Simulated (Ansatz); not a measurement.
WC: energy above lowest point against volume scale

All results are calculated (Ansatz 0.2.0). Free energy against uniform scaling of the volume at fixed shape and fractions; periodic cell, basis, potentials, k mesh and filling as listed.

The cell before it is scaled or strained (space group P-6m2, No. 187):
```
cell vectors (Å)
   2.9065     0.0000     0.0000
  -1.4533     2.5171     0.0000
   0.0000     0.0000     2.8366
atoms (fractions of the cell vectors)
W   0.00000  0.00000  0.00000
C   0.66667  0.33333  0.50000
```

Settings of every row: functional r2SCAN; dispersion none; potentials PAW; wave cutoff 650 eV; density cutoff 2600 eV; k mesh 11x11x10; k shift 0x0x0; occupations fermi dirac; smearing width 0.05 eV; spin none.

Limits: coarse k mesh, up to 40 meV an atom off; no spin-orbit coupling, which can matter with elements this heavy.

| row | volume scale | V (Å³/atom) | energy above lowest point (meV/atom) |
| --- | --- | --- | --- |
| 1 | 0.9 | 9.339 | 169.1 |
| 2 | 0.925 | 9.598 | 92.8 |
| 3 | 0.95 | 9.857 | ? |
| 4 | 0.975 | 10.117 | 11.1 |
| 5 | 1 | 10.376 | 0 |
| 6 | 1.025 | 10.636 | 5.6 |
| 7 | 1.05 | 10.895 | 25.9 |
| 8 | 1.075 | 11.154 | 59 |
| 9 | 1.1 | 11.414 | 103.4 |

Question: what energy above lowest point should row 3 give?

Worked fit of energy above lowest point. Take u = (V_r/V)^(2/3) − 1 with V_r = 10.506 Å³ an atom, which is twice the finite (Eulerian) strain; such expansions in the strain, on which the Birch-Murnaghan equation of state is built, carry the rest volume and the bulk modulus. The shown rows have u = 0.08166, 0.06211, 0.02547, 0.00834, -0.00817, -0.02395, -0.03912, -0.05376. Least squares give energy above lowest point = 0.88 − 346.4 × u + 29211 × u² + 3162 × u³ meV/atom; a parabola predicts inner rows, each left out in turn, worse (root mean square 0.23 against 0.06 meV/atom). The rows lie off it by 0.0, 0.0, 0.0, 0.0, -0.1, 0.0, 0.1, 0.0. Its lowest point lies at u = 0.0059, or V = 10.41 Å³ an atom, and the curvature there gives the bulk modulus at fixed shape and fractions, B = (4/9)(1 + u)² E″(u)/V = 405 GPa. Letting shape and atoms relax would as a rule lower it, by much in layered, chain or molecular crystals. The withheld row has u = 0.04343, so the fit gives 0.88 − 346.4 × (0.04343) + 29211 × (0.04343)² + 3162 × (0.04343)³ = 41.2 meV/atom.

The calculation gave 41.2 meV/atom. The fit meets it to the printed digit.
